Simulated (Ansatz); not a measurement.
# Work function of Pd(111) films from 1 to 13 layers with PBE

The quantity calculated is the work function $\Phi$ of free-standing Pd(111) films of 1 to 13 atomic layers, with PBE and with all atoms at bulk places. $\Phi$ is the vacuum level outside the film less the Fermi level. Its change with thickness, $\Delta\Phi$, is measured against the 13-layer film, so a positive value means that electrons are harder to remove than from the thickest film. The question is how many layers are needed before the thick-film value is reached, and whether it is approached smoothly. The answer helps to choose a slab when the work function of this Pd surface is modelled, and shows how thin a film can be and still hold its electrons as a thick one does.

## Set-up

Ansatz 0.2.0, plane-wave Kohn-Sham DFT with its default PAW datasets at a cutoff of 420 eV. Symmetric 1×1 slabs of 1 to 13 layers are cut at the tabulated measured lattice constant with atoms at bulk places and 18 Å of vacuum. In-plane k-spacing 0.16 Å⁻¹ (2π included), Fermi-Dirac smearing of 0.1 eV, dipole correction on. Spin-paired. Scalar-relativistic, no spin-orbit coupling. PBE. The crystal is fcc; the mesh is the same for all thicknesses of a face.

Notes on method and selection:

- Confinement between the two faces quantises the states along the normal, so values can oscillate with thickness.
- The atoms are not relaxed; free films of one to three layers would take another lattice constant.
- Very thin films of spin-paired d elements may in truth carry a moment.
- Runs in which the search for lower states was switched off are not listed.
- Work functions and vacuum levels are read from the electrostatic potential (Hartree and local ionic parts), which a warning of a rough exchange-correlation potential in thin density does not concern.
- Error sizes named in these notes are rules of thumb and were not measured on these runs.
- The default PAW datasets of this version of Ansatz are the set soft_2.
- Runs that did not converge, have known faults or may not be shown are not listed, and runs on Ansatz's PAW sets soft_1 and soft_2 are kept to separate tables.

Columns:

- layers: number of atomic layers.
- thickness (Å): distance between the outermost atomic planes.
- Φ (eV): work function: vacuum level outside the slab less the Fermi level.
- ΔΦ to thickest (eV): work function less that of the thickest slab of the same face.

Input lines of one member:

```
kpoints:
  mp_grid: { grid: [17, 17, 1] }
hamiltonian:
  xc: pbe
scf:
  occupations: { method: fermi_dirac, width: 0.1 }
  convergence: { dr2_threshold: 1.0e-09 }
efield:
  axis: 3
  dipole_correction: true
  ramp_position: 0.97
  ramp_width: 0.06
output:
  write_potential: true
  write_density: true
```

Command (options for logging and memory left out): `ansatz run input.yaml --threads 2 --backend cpu`

## Data

| member | layers | thickness (Å) | Φ (eV) | ΔΦ to thickest (eV) |
| --- | --- | --- | --- | --- |
| 1 layer | 1 | 0.00 | 5.986 | 0.76556 |
| 2 layers | 2 | 2.25 | 5.226 | 0.00525 |
| 3 layers | 3 | 4.49 | 5.207 | −0.01338 |
| 4 layers | 4 | 6.74 | 5.221 | 0.00024 |
| 5 layers | 5 | 8.98 | 5.209 | −0.01134 |
| 6 layers | 6 | 11.23 | 5.223 | 0.00206 |
| 7 layers | 7 | 13.48 | 5.220 | 0.00001 |
| 8 layers | 8 | 15.72 | 5.224 | 0.00396 |
| 10 layers | 10 | 20.21 | 5.221 | 0.00033 |
| 13 layers | 13 | 26.95 | 5.220 | 0.00000 |

## Reading the trend

The approach is abrupt. A single layer lies 0.766 eV above the 13-layer film, two layers only 0.005 eV above it. From two layers on, every listed value falls between 5.207 and 5.226 eV, a range of 5.226 − 5.207 = 0.019 eV.

A simple screening model offers a reason why one added layer can do so much.

1. In a thick film $\Phi = D - \varepsilon_F$. Here $D$ is the rise in electron potential energy from the mean interior level to the vacuum, and $\varepsilon_F$ is the Fermi level measured from the same interior level. $D$ belongs to the surface, $\varepsilon_F$ to the interior.

2. In a thin film the metal ends at a second face, a distance $d$ away. This disturbs the electron potential energy by an amount $v(z)$, where $z$ is the distance from that second face. The disturbance is assumed to be small.

3. The electron density is assumed to respond locally and in proportion, $\delta n = -g\,v$, with $g$ the density of states at the Fermi level per volume.

4. Poisson's equation for the potential energy of an electron, $v'' = -(e^2/\varepsilon_0)\,\delta n$, then becomes $v'' = v/\lambda^2$ with $\lambda = \sqrt{\varepsilon_0/(e^2 g)}$. The solution that dies away into the metal is $v \propto e^{-z/\lambda}$.

5. The shift of the work function is taken as proportional to the disturbance that reaches the near face:

$$\Delta\Phi(d) = A\,e^{-d/\lambda}.$$

The two parameters are $A$, the excess at $d = 0$, and the screening length $\lambda$. In a metal with many states at the Fermi level, $\lambda$ is roughly a few tenths of an ångström, while neighbouring layers are 2.25 Å apart. Each added layer should therefore cut the disturbance to about a hundredth or less.

## Testing the model

The model is fixed on the films of one and two layers. At one layer $d = 0$, so $A = 0.766$ eV. The two-layer film then gives

$\lambda = 2.25 / \ln(0.76556 / 0.00525) = 2.25 / 4.98 = 0.45$ Å.

The excess of the two-layer film is smaller than the scatter among the thicker films, so this length is only a rough one. With 0.01338 eV, the size of the three-layer departure, in place of 0.00525 eV, it would be 2.25 / ln(0.76556 / 0.01338) = 0.56 Å.

For four other films the model gives these shifts against the 13-layer film, in eV:

- 3 layers: $0.766 \times \exp(-4.49/0.45) = 4\times10^{-5}$; the table has −0.013.
- 4 layers: $0.766 \times \exp(-6.74/0.45) = 2\times10^{-7}$; the table has +0.0002.
- 5 layers: $0.766 \times \exp(-8.98/0.45) = 2\times10^{-9}$; the table has −0.011.
- 8 layers: $0.766 \times \exp(-15.72/0.45) = 5\times10^{-16}$; the table has +0.004.

In practice the model predicts 5.220 eV for every film of three or more layers. Over the seven films used neither for the fit nor as the reference, its mean absolute miss is 0.004 eV, against a mean absolute scatter of 0.006 eV about their own average. That is no clear gain over a constant. The steep drop after the first layer is built in by the fit, so what these films test is the flatness that follows, not the exponential form.

## Outliers

The films of three and five layers lie 0.013 and 0.011 eV below the 13-layer film. With a positive $A$ the model cannot give a negative shift at all. The assumption in doubt is the smooth local response: the two faces confine the electrons, and the quantised states along the normal shift and fill differently with each added layer. From two to eight layers $\Phi$ does fall and rise in turn, as confinement could make it do. Steps of about 0.01 eV are, however, also near the error that a finite mesh and smearing can leave.

The single layer is matched only because it was used in the fit. It has no interior, and a shift of 0.766 eV is no small disturbance. It is also held at the bulk spacing and spin-paired, whereas a free layer would take another lattice constant and might carry a moment. A possible electronic cause is its narrower d band: each atom has six neighbours instead of the nine at a thick film's surface. In a nearly full band, narrowing about a fixed centre lowers the upper edge and the Fermi level with it, which raises $\Phi$.

## Measured against computed

| member | quantity | measured | computed | computed − measured | conditions | source |
| --- | --- | --- | --- | --- | --- | --- |
| 13 layers | Φ (eV) | 5.67 | 5.220 | −0.450 | compiled values differ between sources by a tenth of an eV or more; compiled experimental value; Pd(111) single-crystal face | [1] |

Sources:

[1] "Anisotropic work function of elemental crystals" (2019, arXiv:1902.07811)

Only the 13-layer film has a measured counterpart. Its computed work function is 5.220 eV against a compiled 5.67 eV for a single-crystal face, a difference of −0.450 eV. Remaining thickness effects, at about 0.01 eV, are far too small to account for this. The dependence on thickness is not compared here.

PBE is known to give work functions of late transition metals too low, typically by roughly 0.2 to 0.3 eV, which has the right sign and could supply a good part of the difference. The state of the measured surface may also contribute. Adsorbed oxygen or carbon monoxide raises the work function of Pd, by some tenths of an eV at higher coverage, and would widen the gap in the direction seen. Steps and other defects usually lower it and would act the other way.

The measured number is a single compiled value with no method stated, and such values differ between sources by a tenth of an eV or more. The gap is several times a tenth of an eV and fits a PBE value that is too low, but one such number does not settle the size of the PBE error for this face.

## What to take away

For unrelaxed Pd(111) at the bulk lattice constant, every listed film of two or more layers has a work function within 0.014 eV of the 13-layer value, and every listed film of six or more layers within 0.004 eV. Only the single layer stands apart; beyond it the values waver slightly and do not close in smoothly.

The choice of functional is likely to matter far more than thickness beyond the first layer. The local density approximation usually gives transition-metal work functions higher than PBE by a few tenths of an eV. Such a shift should be nearly the same for all but the thinnest films, so it would move the level of the series much more than its shape.

[Logs are printed without paths, hosts, clocks, repeated set-up lines and the standing remarks that a program may print on its own settings, such as how far it seeks lower states.]
